## Continuous step positions and the lattice correction to the Calogero-Sutherland coefficient

A vicinal surface at angle $\theta$ to a facet carries steps of height $h$ at mean spacing $\ell=h/|\tan\theta|$. Its free energy per projected area is $f=f_0+(\beta/h)|\tan\theta|+g|\tan\theta|^3+\dots$. Step $i$ is a curve $x_i(y)$ of stiffness $\tilde\beta$, and every pair repels with energy $A/(x_i-x_j)^2$ per length. Reading $y$ as imaginary time gives the operator

$$H_0=\gamma\Big[\sum_i \hat k_i^2+\sum_{i<j}\frac{2\lambda(\lambda-1)}{(x_i-x_j)^2}\Big],\qquad \gamma=\frac{(kT)^2}{2\tilde\beta},\qquad \hat k=-i\partial_x ,$$

with $\lambda(\lambda-1)=\tilde A=\tilde\beta A/(kT)^2$ and $\lambda=\tfrac12[1+\sqrt{1+4\tilde A}]$. For $N$ steps on a ring of length $L$, Sutherland's ground state is $\psi=\prod_{i<j}|\sin(\pi x_{ij}/L)|^\lambda$, with $x_{ij}$ in the repulsion replaced by $(L/\pi)\sin(\pi x_{ij}/L)$. For large $N$ its energy per step and length is $e_0=\gamma\lambda^2\pi^2/3\ell^2$. Dividing by $\ell$ gives

$$g=\frac{(\pi kT)^2}{24\tilde\beta h^3}\Big[1+\sqrt{1+4\tilde A}\Big]^2=\frac{\pi^2A}{6h^3}+\lambda\,\frac{(\pi kT)^2}{6\tilde\beta h^3}.$$

The second form, from $\lambda^2=\tilde A+\lambda$, separates the energy of straight steps from a fluctuation part, which is the fraction $1/\lambda$ of $g$.

### Where continuity enters

A real step moves by whole atomic rows. Take rows a distance $a$ apart, sites a distance $a$ apart along the step, and an energy $|n|\epsilon$ for a kink of $n$ rows. With $z=e^{-\epsilon/kT}$ the transfer matrix of one step has eigenvalues $T(k)=\sum_n z^{|n|}e^{ikna}=(1-z^2)/(1-2z\cos ka+z^2)$. The free energy per length above that at $k=0$ is

$$\varepsilon(k)=\frac{kT}{a}\ln[1+2u(1-\cos ka)]=\gamma\Big[k^2-\frac{1+6u}{12}a^2k^4+\dots\Big],\qquad u=\frac{z}{(1-z)^2},$$

with $\gamma=kTua$, that is $\tilde\beta=kT/2ua$. The operator $H_0$ keeps the $k^2$ term alone, and this is the continuum assumption. The function $\varepsilon(\hat k)$ only shifts $x$ by multiples of $a$, so it can act on the continuum $\psi$, whose values at lattice positions form the lattice state. First-order perturbation theory then gives

$$\delta e=-\gamma\,\frac{1+6u}{12}\,a^2\langle\hat k^4\rangle .$$

### The fourth moment in the ground state

Let $W=\partial_1\ln\psi$, so that $\partial_1^2\psi=(W^2+W')\psi$. Integration by parts with weight $\psi^2$ gives $\langle\Phi'\rangle=-2\langle\Phi W\rangle$. The choice $\Phi=W^3$ yields $\langle W^2W'\rangle=-\tfrac23\langle W^4\rangle$, and therefore

$$\langle\hat k^2\rangle=\langle W^2\rangle,\qquad\langle\hat k^4\rangle=\langle W'^2\rangle-\tfrac13\langle W^4\rangle .$$

Describe the other $M=N-1$ steps by $t_j=\cot(\pi x_{1j}/L)$ and the power sums $P_m=\sum_j t_j^m$. Then $W=\lambda(\pi/L)P_1$ and $W'=-\lambda(\pi/L)^2(P_2+M)$, and the weight becomes $w=\prod_{j<l}|t_j-t_l|^{2\lambda}\prod_j(1+t_j^2)^{-\lambda M-1}$. The integral of $\sum_j\partial_j[(1+t_j^2)t_j^n\,G\,w]$ vanishes for polynomial $G$ when the boundary terms do, which at total degree four needs $\lambda>3/2$. The pair factor contributes $\lambda\sum_{j\ne l}[\phi(t_j)-\phi(t_l)]/(t_j-t_l)$ with $\phi=t^n+t^{n+2}$. Its term $2\lambda MP_{n+1}$ cancels the term $-2\lambda MP_{n+1}$ from the one-body factor. Near neighbours have $t\sim M$, so $P_m\sim M^m$ for $m\ge1$. Keeping the leading power of $M$ and measuring $t$ in units of $M$,

$$\Big\langle G\Big\{[n-\lambda(n+2)]P_{n+1}+\lambda\sum_{r=1}^{n}P_rP_{n+1-r}+\lambda\delta_{n1}\Big\}+\sum_j t_j^{n+2}\partial_jG\Big\rangle=0 .$$

At degree two, $(n,G)=(0,P_1)$ and $(1,1)$ give $\langle P_2\rangle=2\lambda\langle P_1^2\rangle$ and $\langle P_1^2\rangle=1/[3(2\lambda-1)]$. At degree four, five choices fix the five unknowns:

- $(0,P_1^3)$: $2\lambda\langle P_1^4\rangle=3\langle P_1^2P_2\rangle$
- $(0,P_1P_2)$: $2\lambda\langle P_1^2P_2\rangle=\langle P_2^2\rangle+2\langle P_1P_3\rangle$
- $(0,P_3)$: $2\lambda\langle P_1P_3\rangle=3\langle P_4\rangle$
- $(2,P_1)$: $(4\lambda-2)\langle P_1P_3\rangle=2\lambda\langle P_1^2P_2\rangle+\langle P_4\rangle$
- $(1,P_1^2)$: $(3\lambda-1)\langle P_1^2P_2\rangle=\lambda\langle P_1^4\rangle+\lambda\langle P_1^2\rangle+2\langle P_1P_3\rangle$

With $Q=15(2\lambda-1)(2\lambda-3)(3\lambda-1)$ the solution is $\langle P_1^4\rangle=3(5\lambda-3)/Q$, $\langle P_1^2P_2\rangle=2\lambda(5\lambda-3)/Q$, $\langle P_2^2\rangle=4\lambda^2(5\lambda-6)/Q$, $\langle P_1P_3\rangle=6\lambda^2/Q$ and $\langle P_4\rangle=4\lambda^3/Q$. Since $\pi M/L\to\pi/\ell$,

$$\langle\hat k^2\rangle=\frac{\lambda^2}{3(2\lambda-1)}\Big(\frac{\pi}{\ell}\Big)^2,\qquad \langle\hat k^4\rangle=\frac{\lambda^4(5\lambda-7)}{5(2\lambda-1)(2\lambda-3)(3\lambda-1)}\Big(\frac{\pi}{\ell}\Big)^4 .$$

At $\lambda=2$ the moments are $4/9$ and $16/25$ in these units, which are also the values obtained by expanding Sutherland's one-body density matrix $\mathrm{Si}(2\pi x/\ell)/(2\pi x/\ell)$. At large $\lambda$, $\langle\hat k^4\rangle\to3\langle\hat k^2\rangle^2$, as for Gaussian fluctuations.

### The first correction

Combining the two results,

$$\frac{\delta e}{e_0}=-(1+6u)\,F(\lambda)\Big(\frac{\pi a}{\ell}\Big)^2,\qquad F(\lambda)=\frac{\lambda^2(5\lambda-7)}{20(2\lambda-1)(2\lambda-3)(3\lambda-1)} .$$

For $\lambda>3/2$ the coefficient $g$ is thus unchanged, and discreteness adds a term $g_5|\tan\theta|^5$ with $g_5=-g(1+6u)F(\pi a/h)^2$. It is negative because $\varepsilon(k)$ bends below the parabola. $F$ falls from $1/25$ at $\lambda=2$ to $1/48$ at $\lambda\to\infty$.

The pole at $\lambda=3/2$ signals a second effect. Near contact $\psi\sim x^\lambda$, and the lattice alters the energy of pairs closer than about $a$, a share of relative order $(a/\ell)^{2\lambda-1}$. For $1<\lambda<3/2$ this contact term exceeds the $(a/\ell)^2$ term.

### Size on Cu(1,1,13) at 300 K

The surface has (001) terraces and close-packed steps, with $\tan\theta=\sqrt2/13$. An approximate lattice constant of 3.615 Å gives $a=2.556$ Å, $h=a/\sqrt2$ and $\ell=6.5a=16.62$ Å, so $(\pi a/\ell)^2=0.2336$. Successive terraces are shifted by half a row. The inputs $\epsilon=0.128$ eV and $A=0.007$ eV Å are typical values, chosen so that the model shows the kink density and terrace widths usual for such copper vicinals. All numbers below are the model's.

| quantity | value |
|---|---|
| $kT$ | 25.85 meV |
| $u$ | 0.00718 |
| $\tilde\beta$ | 0.705 eV/Å |
| $\tilde A$ | 7.38 |
| $\lambda$ | 3.262 |
| $g$ | 2.81 meV/Å$^2$ |
| straight-step part of $g$ | 1.95 meV/Å$^2$ |
| $F(\lambda)$ | 0.0290 |
| $g_5$ | $-1.68$ meV/Å$^2$ |

The first-order shift is $\delta e/e_0=-0.71\,\%$. Measured against the fluctuation part, which is the only part the lattice can change while the mean step positions stay on lattice rows, it is $\lambda$ times larger, $-2.3\,\%$. The curvature $\partial^2 f/\partial(\tan\theta)^2=6g|\tan\theta|+20g_5|\tan\theta|^3$, which governs the equilibrium shape at this orientation, shifts by $10/3$ of the first figure, $-2.4\,\%$. The expansion parameter is $a^2\langle\hat k^2\rangle=0.15$. The $k^6$ term and second-order perturbation theory are smaller than $\delta e$ by a factor of that order, so the lattice shift of the interaction free energy is about $-0.7\,\%$.

### Other neglected terms

*Contact.* The exact pair density at small separation, quoted here without derivation, is $C(x/\ell)^{2\lambda}/\ell$ with $C=(2\pi\lambda)^{2\lambda}\Gamma(\lambda+1)^3/[\Gamma(2\lambda+1)\Gamma(3\lambda+1)]$, which equals 50 here. The repulsion energy held by pairs closer than $a$ is $C(a/\ell)^{2\lambda-1}A/[(2\lambda-1)\ell^2]$. With $(a/\ell)^{2\lambda-1}=3.2\times10^{-5}$ this is $1.2\times10^{-4}e_0$. The repulsion is what makes it small. At $A=0$, with single-row kinks and a smallest allowed spacing $a/2$ at no cost, relabelling rows maps the steps onto lattice fermions of mean spacing $7a$, and the factor $(6.5/7)^2$ lowers $e_0$ by 14 %.

*Discreteness along the step.* The kink and repulsion factors of the transfer matrix do not commute. In symmetric ordering the resulting terms are of relative order $(ae_0/kT)^2$, with $ae_0/kT=0.0059$, and are negligible.

*Pinning.* Sampling on the lattice also produces the term $\cos(2\pi u_j/a)$ in the displacement $u_j$ of step $j$ from its mean position. The long-wavelength modes of $\psi^2$ give $\langle(u_n-u_0)^2\rangle\simeq\ell^2\ln n/\pi^2\lambda$, so the term has scaling dimension $(\ell/a)^2/\lambda$. It becomes relevant below 2, that is for $\lambda>21$. The model surface is far inside the rough phase.

*Form of the repulsion.* This is the rival that matters. An added pair term $Ab^2/x^4$ enters at the same order $|\tan\theta|^5$. Its first-order energy is $\tfrac12Ab^2(\pi/\ell)^4\langle P_4\rangle$, or $3(1-1/\lambda)\langle P_4\rangle(\pi b/\ell)^2$ relative to $e_0$. With $\langle P_4\rangle=0.0541$ and an illustrative $b=a$ this is 2.6 %. A term $Ab/|x|^3$ enters earlier, at $\tan^4\theta$. By convexity its first-order average is at least the straight-step sum $\zeta(3)Ab/\ell^3$, a fraction $[\zeta(3)/\zeta(2)](1-1/\lambda)\,b/\ell$ of $e_0$, which is 7.8 % for $b=a$. On terraces 6.5 rows wide the continuum assumption therefore costs the model under one per cent of the interaction free energy, while atomic-scale departures from the $1/\ell^2$ law can cost several times more.